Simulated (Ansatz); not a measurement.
A series in volume scale on HfB2

Results calculated with Ansatz 0.2.0, not measured. Free energy against uniform scaling of the volume at fixed shape and fractions; periodic cell, basis, potentials, k mesh and filling as listed.

The cell before it is scaled or strained (space group P6/mmm, No. 191):
```
CELL_PARAMETERS angstrom
3.14000 0.00000 0.00000
-1.57000 2.71930 0.00000
0.00000 0.00000 3.48000
ATOMIC_POSITIONS crystal
Hf 0.00000 0.00000 0.00000
B 0.33333 0.66667 0.50000
B 0.66667 0.33333 0.50000
```

Settings of every row: functional PBEsol; dispersion none; potentials all-electron LAPW; k mesh 11x11x8; k shift 0x0x0; occupations fermi dirac; smearing width 0.05 eV; spin none.

Limits: coarse k mesh, up to 40 meV an atom off; no spin-orbit coupling, which can matter with elements this heavy.

```
row  volume scale  V (Å³/atom)  energy above lowest point (meV/atom)
  1          0.92        9.112                                  34.2
  2          0.96        9.509                                   2.3
  3             1        9.905                                     0
  4          1.04       10.301                                     ?
  5          1.08       10.697                                  64.1
```

Question: what energy above lowest point should row 4 give?

Worked fit of energy above lowest point. Take u = (V_r/V)^(2/3) − 1 with V_r = 9.707 Å³ an atom, which is twice the finite (Eulerian) strain; such expansions in the strain, on which the Birch-Murnaghan equation of state is built, carry the rest volume and the bulk modulus. The shown rows have u = 0.04307, 0.01383, -0.01337, -0.06269. Least squares give energy above lowest point = −2.2 + 70.8 × u + 17997 × u² meV/atom; a straight line predicts inner rows, each left out in turn, worse (root mean square 32 against 0.17 meV/atom). The rows lie off it by 0.0, 0.1, -0.1, 0.0. Its lowest point lies at u = -0.0020, or V = 9.736 Å³ an atom, and the curvature there gives the bulk modulus at fixed shape and fractions, B = (4/9)(1 + u)² E″(u)/V = 262 GPa. Letting shape and atoms relax would as a rule lower it, by much in layered, chain or molecular crystals. The withheld row has u = -0.03882, so the fit gives −2.2 + 70.8 × (-0.03882) + 17997 × (-0.03882)² = 22.2 meV/atom.

The calculation gave 22 meV/atom. The fit lies 0.2 meV/atom (0.31 % of the column's range) above it; its largest miss of a shown row is 0.1 meV/atom.
